# Spinodal and decomposition temperature of the equimolar regular solution, with bcc CrMoW as an example

An alloy of $n$ elements in equal amounts can lose its single-phase state in two ways. Below the **spinodal temperature** $T_{sp}$ an infinitesimal composition fluctuation lowers the Gibbs energy. Below the **decomposition temperature** $T_d$ a small amount of a phase with a finitely different composition lowers it. A furnace anneal of a sputtered refractory film can produce a second phase as soon as $T<T_d$, so $T_d$ bounds the single-phase process window. Both temperatures follow from one exact expression, derived below.

## 1. Premises and conventions

1. All $n$ elements share one lattice with $z$ nearest neighbours per site ($z=8$ for bcc). Every site is occupied, and only this solid solution is considered.
2. The energy is a sum of nearest-neighbour pair energies $\varepsilon_{ij}$ that depend on neither composition nor temperature.
3. Atoms are placed at random within each phase.
4. Pressure is fixed, and coexisting phases are bulk and stress-free, so interface and strain energies are absent.

Mole fractions obey $x_i\ge0$ and $\sum_i x_i=1$. Energies are per mole of atoms, in kJ/mol, and $R$ is the gas constant.

**Enthalpy.** One mole has $zN_A/2$ bonds, and by premise 3 the two ends of a bond are $i$ and $j$ with probability $x_ix_j$. The energy is $\tfrac12 zN_A\sum_{ij}\varepsilon_{ij}x_ix_j$. The unmixed elements have $\tfrac12 zN_A\sum_i\varepsilon_{ii}x_i$, which equals $\tfrac12 zN_A\sum_{ij}x_ix_j(\varepsilon_{ii}+\varepsilon_{jj})/2$ because $\sum_jx_j=1$. The difference is

$$\Delta H=\tfrac12\sum_{ij}\Omega_{ij}x_ix_j=\sum_{i<j}\Omega_{ij}x_ix_j,\qquad \Omega_{ij}=zN_A\Big[\varepsilon_{ij}-\frac{\varepsilon_{ii}+\varepsilon_{jj}}2\Big].$$

The matrix $\boldsymbol\Omega$ is symmetric with a zero diagonal, and $\Omega_{ij}>0$ means that $i$ and $j$ prefer their own kind.

**Entropy.** The number of arrangements on $N$ sites is $N!/\prod_i(Nx_i)!$. Stirling's formula $\ln M!\approx M\ln M-M$ gives $\Delta S=-R\sum_ix_i\ln x_i$. The Gibbs energy of mixing is therefore

$$g(\mathbf x)=\tfrac12\,\mathbf x^{T}\boldsymbol\Omega\,\mathbf x+RT\sum_i x_i\ln x_i.\tag{1}$$

## 2. An exact stability test

Let $\mathbf x^0=(1/n,\dots,1/n)$ be the alloy, $\mathbf y$ any other composition, and $\mathbf d=\mathbf y-\mathbf x^0$. Both compositions sum to one, so $\sum_id_i=0$: $\mathbf d$ is a *zero-sum vector*. Define the height of $g$ above its tangent plane at $\mathbf x^0$,

$$D(\mathbf y)=g(\mathbf y)-g(\mathbf x^0)-\nabla g(\mathbf x^0)\cdot\mathbf d .$$

**Claim.** The homogeneous alloy is the equilibrium state, that is, it lies on the lower convex hull of $g$, if and only if $D(\mathbf y)\ge0$ for every $\mathbf y$.

*If.* Split the alloy into phases $\mathbf y^\alpha$ with fractions $f_\alpha\ge 0$ and $\sum_\alpha f_\alpha=1$. Mass balance gives $\sum_\alpha f_\alpha\mathbf d^\alpha=0$, so the linear term cancels and the change of Gibbs energy is $\sum_\alpha f_\alpha D(\mathbf y^\alpha)\ge0$.

*Only if.* Suppose $D(\mathbf y)<0$. Form a small fraction $f$ of $\mathbf y$. The matrix shifts by $-f\mathbf d/(1-f)$, where $D$ is of order $f^2$ because $D$ and its slope vanish at $\mathbf x^0$. The total change is $fD(\mathbf y)+O(f^2)<0$.

**Evaluation.** The enthalpy is quadratic, so removing its constant and linear parts leaves exactly $\tfrac12\mathbf d^T\boldsymbol\Omega\mathbf d$. The gradient of $\sum_i x_i\ln x_i$ at $\mathbf x^0$ has the same value $1-\ln n$ in every component and gives zero on a zero-sum vector. Its value at $\mathbf x^0$ is $-\ln n$. Hence

$$D(\mathbf y)=RT\,\sigma(\mathbf y)+\tfrac12\,\mathbf d^T\boldsymbol\Omega\,\mathbf d,\qquad \sigma(\mathbf y)=\sum_iy_i\ln(ny_i).\tag{2}$$

The inequality $\ln t\ge1-1/t$, strict for $t\neq1$, gives $y_i\ln(ny_i)\ge y_i-1/n$ term by term, so $\sigma>0$ whenever $\mathbf y\ne\mathbf x^0$. Dividing $D\ge0$ by $\sigma$ turns the test into $RT\ge\theta(\mathbf y)$ for all $\mathbf y$, and therefore

$$RT_d=\sup_{\mathbf y\neq\mathbf x^0}\theta(\mathbf y),\qquad \theta(\mathbf y)=\frac{-\mathbf d^T\boldsymbol\Omega\,\mathbf d}{2\sigma(\mathbf y)}.\tag{3}$$

If the supremum is reached at $\mathbf y^*$, then at $T_d$ the function $D$ has a minimum of height zero there. The tangent plane of the alloy also touches $g$ at $\mathbf y^*$, all chemical potentials match, and $\mathbf y^*$ is the first phase to appear on cooling.

## 3. The spinodal

Expand one term of $\sigma$ with $ny_i=1+nd_i$:

$$\Big(\frac1n+d_i\Big)\Big(nd_i-\frac{n^2d_i^2}{2}+\frac{n^3d_i^3}{3}-\dots\Big)=d_i+\frac{n}{2}d_i^2-\frac{n^2}{6}d_i^3+\dots$$

The linear terms sum to zero, so

$$\sigma=\frac n2\sum_id_i^2-\frac{n^2}6\sum_id_i^3+O(d^4),\qquad D=\tfrac12\,\mathbf d^T(\boldsymbol\Omega+nRT\,\mathbf I)\,\mathbf d+O(d^3).\tag{4}$$

Small fluctuations raise $g$ if the quadratic form is positive for every zero-sum $\mathbf d$. Choose $n-1$ orthonormal zero-sum vectors as the columns of a matrix $\mathbf B$, and write $\mathbf d=\mathbf B\mathbf c$. Then $|\mathbf d|=|\mathbf c|$ and the form becomes $\tfrac12\mathbf c^T(\mathbf M+nRT\,\mathbf I)\mathbf c$ with $\mathbf M=\mathbf B^T\boldsymbol\Omega\mathbf B$. Its eigenvalues are $\lambda_k+nRT$, where $\lambda_k$ are those of $\mathbf M$. The lowest one changes sign at

$$\boxed{T_{sp}=-\frac{\lambda_{\min}}{nR}}\tag{5}$$

Here $\lambda_{\min}$ is the lowest eigenvalue of $\boldsymbol\Omega$ restricted to zero-sum vectors, which is the minimum of $\mathbf d^T\boldsymbol\Omega\mathbf d/|\mathbf d|^2$ over them. It is in general not an eigenvalue of the $n\times n$ matrix $\boldsymbol\Omega$ itself, whose eigenvectors need not conserve the number of atoms. If $\lambda_{\min}\ge0$, then $D>0$ at every $T>0$ by (2) and the alloy never decomposes. From here on $\lambda_{\min}<0$. The unit vector $\mathbf e=\mathbf B\mathbf c_{\min}$ is the *soft direction*.

**Why $T_d$ is usually higher.** Put $\mathbf d=\epsilon\mathbf e$ in (3) and use (4):

$$\theta=\frac{|\lambda_{\min}|}{n}\Big(1+\frac{n\epsilon}{3}\sum_ie_i^3+O(\epsilon^2)\Big).\tag{6}$$

As $\epsilon\to0$ this tends to $RT_{sp}$, so $T_d\ge T_{sp}$ always. If $\sum_ie_i^3\neq0$, one sign of $\epsilon$ raises $\theta$ above $RT_{sp}$, so $T_d>T_{sp}$ strictly and the supremum is reached at a finite $\mathbf d$. For a binary, $\mathbf e\propto(1,-1)$, the cubic sum vanishes, and the equimolar alloy passes through the critical point at $\Omega/(2R)$.

**Three components.** Write $A=\Omega_{12}$, $B=\Omega_{13}$, $C=\Omega_{23}$ and take $\mathbf u=(0,1,-1)/\sqrt2$ and $\mathbf v=(2,-1,-1)/\sqrt6$. Since $\sqrt6\,\boldsymbol\Omega\mathbf v=(-A-B,\;2A-C,\;2B-C)$,

$$\mathbf M=\begin{pmatrix}-C&(A-B)/\sqrt3\\(A-B)/\sqrt3&(C-2A-2B)/3\end{pmatrix}.$$

The eigenvalues are the mean of the diagonal entries plus or minus the root of (half their difference)$^2$ + (off-diagonal entry)$^2$. Half the difference is $(A+B-2C)/3$, and $(A+B-2C)^2/9+(A-B)^2/3=\tfrac49\Delta^2$, so

$$\lambda_\pm=-\frac{A+B+C}{3}\pm\frac23\Delta,\qquad \Delta^2=A^2+B^2+C^2-AB-BC-CA.\tag{7}$$

## 4. Equal interactions

Let every $\Omega_{ij}=\Omega>0$ for $i\ne j$. Then $\mathbf d^T\boldsymbol\Omega\mathbf d=\Omega[(\sum_id_i)^2-\sum_id_i^2]=-\Omega|\mathbf d|^2$. Every zero-sum vector is an eigenvector with $\lambda=-\Omega$, and

$$T_{sp}=\frac{\Omega}{nR}.\tag{8}$$

With $K=\Omega/RT$, the spinodal is $K=n$, and

$$\phi\equiv\frac{D}{RT}=\sigma(\mathbf y)-\frac K2|\mathbf d|^2 .$$

This is also the mean-field free energy of the $n$-state Potts model. Take $n\ge3$ and locate the global minimum of $\phi$.

**Step 1: the minimum is interior.** Moving an amount $\epsilon$ into an absent component changes $\phi$ by $\epsilon\ln\epsilon+O(\epsilon)<0$, so no point with some $y_i=0$ is a minimum.

**Step 2: at most two values.** Stationarity under $\sum_iy_i=1$ requires $\partial\phi/\partial y_i$ to be the same for all $i$, so $h(y_i)=\ln y_i-Ky_i$ is the same for all $i$. The function $h$ rises for $y<1/K$ and falls for $y>1/K$. Either all $y_i$ are equal, which is the centre, or they take two values $b<1/K<a$.

**Step 3: one major component.** If two components had the value $a$, exchanging an amount $\epsilon$ between them would give $\partial^2\phi/\partial\epsilon^2=2(1/a-K)<0$, which is impossible at a minimum. The global minimum therefore lies on one of $n$ equivalent lines

$$a=\frac{1+(n-1)s}{n},\qquad b=\frac{1-s}{n},\qquad 0\le s<1 .$$

**Step 4: the problem in one variable.** On such a line $|\mathbf d|^2=(n-1)^2s^2/n^2+(n-1)s^2/n^2=(n-1)s^2/n$ and $\sigma=a\ln na+(n-1)b\ln nb$. With $da/ds=(n-1)/n$ and $db/ds=-1/n$,

$$\frac{d\phi}{ds}=\frac{n-1}{n}\,\psi(s),\qquad \psi=L(s)-Ks,\qquad L(s)=\ln\frac{1+(n-1)s}{1-s},\tag{9}$$

$$L'(s)=\frac{n-1}{1+(n-1)s}+\frac1{1-s}=\frac{n}{[1+(n-1)s](1-s)} .$$

**Step 5: a hidden symmetry.** The denominator of $L'$ is $1+(n-2)s-(n-1)s^2$, a parabola with its vertex at $s_c/2$, where

$$s_c=\frac{n-2}{n-1}.$$

Thus $L'(s_c-s)=L'(s)$, and integration from $L(0)=0$ gives $L(s_c-s)=L(s_c)-L(s)$. At $s_c$ the numerator in $L$ is $n-1$ and the denominator is $1/(n-1)$, so $L(s_c)=2\ln(n-1)$. Choose $K$ so that $\psi(s_c)=0$:

$$K_d=\frac{L(s_c)}{s_c}=\frac{2(n-1)\ln(n-1)}{n-2}.\tag{10}$$

For this $K$, $\psi(s_c-s)=L(s_c)-L(s)-K_ds_c+K_ds=-\psi(s)$. Two facts follow: $\psi(s_c/2)=0$, and $\int_0^{s_c}\psi\,ds=0$, which means $\phi(s_c)=\phi(0)=0$.

**Step 6: signs.** The equation $\psi'=0$, or $L'=K$, is quadratic in $s$ and has at most two roots. By Rolle's theorem $\psi$ then has at most three zeros, counted with multiplicity. At $K_d$ they are $0$, $s_c/2$ and $s_c$, so each is simple and $\psi$ changes sign at each. Since $\psi\to+\infty$ as $s\to1$, $\psi$ is positive above $s_c$, negative on $(s_c/2,s_c)$ and positive on $(0,s_c/2)$. Hence $\phi$ rises from zero, passes a barrier at $s_c/2$, returns to zero at $s_c$ and rises again: $\phi\ge0$ on the lines and, by steps 1 to 3, everywhere. The simple zero at $s=0$ has $\psi'(0)=n-K_d>0$, which proves $K_d<n$.

**Step 7: other temperatures.** At fixed $\mathbf y\ne\mathbf x^0$, $\phi$ falls as $K$ rises. For $K<K_d$ it is positive and the alloy is stable. For $K>K_d$, $\phi(s_c)<0$ and the alloy decomposes. Therefore

$$\boxed{T_d=\frac{\Omega\,(n-2)}{2R\,(n-1)\ln(n-1)}>T_{sp}}\tag{11}$$

and the new phases at $T_d$ have

$$a=\frac{1+(n-2)}{n}=\frac{n-1}{n},\qquad b=\frac{1}{n(n-1)}.\tag{12}$$

**State below $T_d$.** For equal $\Omega$ the gradient of $g$ at the centre is uniform, the tangent plane is horizontal, and minima of $D$ are minima of $g$. For $K>K_d$ the global minimum is not the centre. It sits at the largest root of $L(s)=Ks$, the only minimum with $s>0$ that three zeros allow, and this root exceeds $s_c$ because $\psi(s_c)<0$. The $n$ equivalent minima have equal height, the horizontal plane through them lies below $g$ everywhere else, and $\mathbf x^0$ is their average. The alloy splits into $n$ phases, each rich in one element and each with fraction $1/n$. At $T_d$ itself the parent and the $n$ products coexist. The phase rule at fixed pressure gives $n-(n+1)+1=0$ degrees of freedom, so the reaction is invariant, like a eutectoid. It releases $\tfrac12\Omega|\mathbf d|^2=\Omega(n-2)^2/[2n(n-1)]$ per mole. Between $T_d$ and $T_{sp}$ the single phase is metastable and the products must nucleate.

| $n$ | $RT_{sp}/\Omega$ | $RT_d/\Omega$ | $T_d/T_{sp}$ | major $a$ | minor $b$ |
|---|---|---|---|---|---|
| 3 | 0.333 | 0.361 | 1.082 | 2/3 | 1/6 |
| 4 | 0.250 | 0.303 | 1.214 | 3/4 | 1/12 |
| 5 | 0.200 | 0.271 | 1.353 | 4/5 | 1/20 |

As $n\to2$, $K_d\to2$ and the two temperatures merge. For large $n$ the spinodal falls as $1/n$, but $T_d$ falls only as $1/(2\ln n)$. Adding elements widens the true single-phase range far less than the spinodal suggests.

**A bracket for any $\boldsymbol\Omega$.** Step 6 states that $\sigma\ge K_d|\mathbf d|^2/2$ for every $\mathbf y$, a property of the entropy alone. Together with $-\mathbf d^T\boldsymbol\Omega\mathbf d\le|\lambda_{\min}|\,|\mathbf d|^2$ it gives $\theta\le|\lambda_{\min}|/K_d$. With (6),

$$T_{sp}\le T_d\le\frac{n}{K_d}\,T_{sp}.\tag{13}$$

The upper limit is reached for equal interactions. One small eigenvalue problem thus brackets $T_d$ of an equimolar ternary to within 8 %.

## 5. Range of validity

- Equations (2) to (13) are exact for model (1) at the equimolar composition. Elsewhere the entropy curvature is $RT/x_i$ and differs between components.
- Equations (8) and (10) to (12) need equal $\Omega_{ij}$. An average $\Omega$ is no substitute, because by (7) any spread lowers $\lambda_{\min}$ by $2\Delta/3$.
- If the $\Omega_{ij}$ depend on temperature, (3) and (5) remain valid as implicit equations, with $\boldsymbol\Omega$ evaluated at the temperature sought.
- Random mixing ignores short-range order, and a sharp spinodal is itself a feature of this mean-field description. As a gauge, the quasichemical (Bethe) treatment of a binary with the same pair energies puts the critical temperature at $2/[z\ln(z/(z-2))]$ times the regular-solution value. For $z=8$ the factor is 0.869, a difference of 13 %. Parameters fitted to phase boundaries absorb part of this difference.
- Equation (5) is the *chemical* spinodal. A fluctuation inside a grain keeps the lattice coherent and pays a strain energy, which is sized below.
- Ordered compounds, other structures and the liquid must be tested separately against the same tangent plane. A negative $\Omega_{ij}$ favours ordering, which (1) cannot describe.
- Nothing here gives a rate, and grains or films only a few nanometres thick add interface energy.

## 6. Illustration: equimolar bcc CrMoW

Chromium, molybdenum and tungsten are all bcc. Chromium is the small atom, while Mo and W are nearly equal in size. Take as approximate inputs, in the order Cr, Mo, W,

$$A=\Omega_{\rm CrMo}=20,\qquad B=\Omega_{\rm CrW}=32,\qquad C=\Omega_{\rm MoW}=2\ \text{kJ/mol},$$

or 0.21, 0.33 and 0.02 eV/atom.

**Spinodal.** The matrix $\mathbf M$ has diagonal entries $-2$ and $-34$ and off-diagonal entry $-12/\sqrt3=-6.93$ kJ/mol. In (7) the mean term is $-18$, $\Delta^2=684$, $\Delta=26.15$ and $2\Delta/3=17.44$. So $\lambda_{\min}=-35.44$ and $\lambda_+=-0.56$ kJ/mol, $RT_{sp}=11.81$ kJ/mol, and

$$T_{sp}=1.42\times10^3\ \text{K}\quad(1.15\times10^3\ ^\circ\text{C}).$$

The unprojected $3\times3$ matrix has lowest eigenvalue $-36.9$ kJ/mol, which is not the quantity in (5). The first row of the eigenvalue equation gives $c_u/c_v=(12/\sqrt3)/(-2-\lambda_{\min})$, and so the soft direction is Cr : Mo : W $=1:-0.32:-0.68$. Chromium separates from both heavy elements, mostly from W. In this scaling the cubes sum to $+0.65$, so by (6) $\theta$ rises towards the Cr-rich side. The bracket (13) places $T_d$ between $1.42\times10^3$ and $1.54\times10^3$ K.

**Decomposition.** Write $\mathbf d=(p,\,-p/2+q,\,-p/2-q)$, which means $c_v=p\sqrt6/2$ and $c_u=q\sqrt2$. Then

$$-\mathbf d^T\boldsymbol\Omega\mathbf d=51p^2+24pq+4q^2\ \text{kJ/mol}.$$

The Cr-poor side $p\le0$ can be excluded. Let $w=1-y_{\rm Cr}$ and $t=2q/w$. Then $\sigma=\sigma_0(p)+\tfrac w2[(1+t)\ln(1+t)+(1-t)\ln(1-t)]$ with $\sigma_0=y_{\rm Cr}\ln3y_{\rm Cr}+w\ln(3w/2)$. The bracket is at least $t^2$, since it and its slope vanish at $t=0$ and its second derivative $2/(1-t^2)$ is at least 2. The second term is thus at least $2q^2/w\ge2q^2$. Also $\sigma_0$ and its slope vanish at $p=0$, and $\sigma_0''=1/(y_{\rm Cr}w)\ge9/2$ for $y_{\rm Cr}\le1/3$, so $\sigma_0\ge9p^2/4$. Hence $\theta\le(51p^2+24pq+4q^2)/(4.5p^2+4q^2)$, whose maximum is the larger root of $(51-4.5\theta)(4-4\theta)=144$, namely 12.06 kJ/mol.

On the Cr-rich side, $\partial^2D/\partial q^2=RT(1/y_{\rm Mo}+1/y_{\rm W})-4\ge4RT-4$ in kJ/mol, which is positive above $C/(2R)=120$ K. So $D$ has one minimum in $q$ at each $p$, and no two coexisting phases can differ only in their Mo/W ratio. The best $q$ solves $\theta\ln(y_{\rm Mo}/y_{\rm W})=12p+4q$, which follows from $\partial\theta/\partial q=0$. A scan in $p$ remains:

| $y_{\rm Cr}$ | $\to1/3$ | 0.40 | 0.50 | 0.63 (peak) | 0.75 | 0.90 | 1 |
|---|---|---|---|---|---|---|---|
| $\max_q\theta$, kJ/mol | 11.81 | 12.10 | 12.38 | 12.51 | 12.37 | 11.70 | 10.32 |

The peak exceeds the Cr-poor bound, so $RT_d=12.51$ kJ/mol and

$$T_d=1.51\times10^3\ \text{K}\quad(1.23\times10^3\ ^\circ\text{C}),\qquad \mathbf y^*=\text{Cr}_{0.63}\text{Mo}_{0.21}\text{W}_{0.16}.$$

The ratio $T_d/T_{sp}$ is 1.06 and the metastable window is 84 K wide, from unrounded values. The alloy splits into two bcc phases, a Cr-rich precipitate and a matrix that loses Cr on further cooling. It does not form three phases at $T_d$, because Mo and W act almost as one element. The equal-$\Omega$ formulas with the mean value 18 kJ/mol give 722 K from (8) and 781 K from (11), about half of the values above.

**Sensitivity to the model.** First-order perturbation of an eigenvalue gives $\partial\lambda_{\min}/\partial\Omega_{ij}=2e_ie_j$ for the unit vector $\mathbf e$. Through (5), $T_{sp}$ moves by $+16$, $+35$ and $-11$ K per kJ/mol of $\Omega_{\rm CrMo}$, $\Omega_{\rm CrW}$ and $\Omega_{\rm MoW}$. The last sign is negative because Mo and W travel together in the soft direction. A change of 2.4 kJ/mol in $\Omega_{\rm CrW}$ shifts $T_{sp}$ by the whole width of the window. Two omitted terms act on the same scale. A ternary term $L_3x_1x_2x_3$ adds $L_3/3$ to every off-diagonal second derivative at the centre, lowers $\lambda_{\min}$ by $L_3/3$, and raises $T_{sp}$ by 13 K per kJ/mol. A Redlich–Kister term $L_1x_{\rm Cr}x_{\rm Mo}(x_{\rm Cr}-x_{\rm Mo})$ adds $\pm2L_1/3$ to two diagonal second derivatives, raises $\lambda_{\min}$ by $\tfrac23L_1(e_{\rm Cr}^2-e_{\rm Mo}^2)$, and lowers $T_{sp}$ by 15 K per kJ/mol. The short-range-order gauge corresponds to $1.9\times10^2$ K. The absolute temperatures are therefore uncertain by 100 K or more. Within model (1) the ratio $T_d/T_{sp}$ is better defined, since (13) confines it to the interval from 1 to 1.082 for any inputs.

**Coherency strain.** Consider a planar composition wave in an elastically isotropic crystal. Each slab is held to the mean in-plane spacing and is free along the normal, like a pseudomorphic epitaxial layer. With Vegard's law the misfit is $\varepsilon=\boldsymbol\eta\cdot\mathbf d$, where $\eta_i=a_i/\bar a$, $a_i$ are the lattice parameters of the elements and $\bar a$ is their mean. Two in-plane stresses $Y\varepsilon$, with biaxial modulus $Y=E/(1-\nu)$, store $2\times\tfrac12Y\varepsilon^2=Y\varepsilon^2$ per volume. Multiplying by the molar volume $V_m=N_A\bar a^3/2$ and writing the result as $\tfrac12\mathbf d^T(\cdot)\mathbf d$ replaces $\boldsymbol\Omega$ in (4) by $\boldsymbol\Omega+2YV_m\boldsymbol\eta\boldsymbol\eta^T$. This is Cahn's coherent spinodal. Take typical values $a=2.88$, 3.15 and 3.16 Å for Cr, Mo and W, and an approximate $E=340$ GPa and $\nu=0.27$ for the alloy. Then $\bar a=3.06$ Å, $V_m=8.66$ cm$^3$/mol, $Y=466$ GPa and $2YV_m=8.1\times10^3$ kJ/mol. Along the soft direction $|\boldsymbol\eta\cdot\mathbf e|=0.072$, so the strain adds 42 kJ/mol to the curvature, more than $|\lambda_{\min}|$. Diagonalising the modified matrix on zero-sum vectors gives a lowest eigenvalue near $-4.2$ kJ/mol and a coherent spinodal near $1.7\times10^2$ K. That number is a small remainder of large terms and shows only that the coherent limit lies far below process temperatures. The equilibrium $T_d$ refers to relaxed phases and is unchanged.

For a film, the model therefore says the following. Above about $1.23\times10^3$ °C a single bcc phase is the equilibrium state among bcc solutions. At a 400 °C (673 K) back-end anneal $3RT=16.8$ kJ/mol and the chemical curvature is $\lambda_{\min}+3RT=-18.6$ kJ/mol, so a homogeneous film is well inside the two-phase region. Coherency strain still blocks spontaneous modulation inside the grains. The Cr-rich phase has to form where misfit is relieved, at grain boundaries, dislocations or surfaces, and whether it appears within a given thermal budget is a question of diffusion and nucleation rates.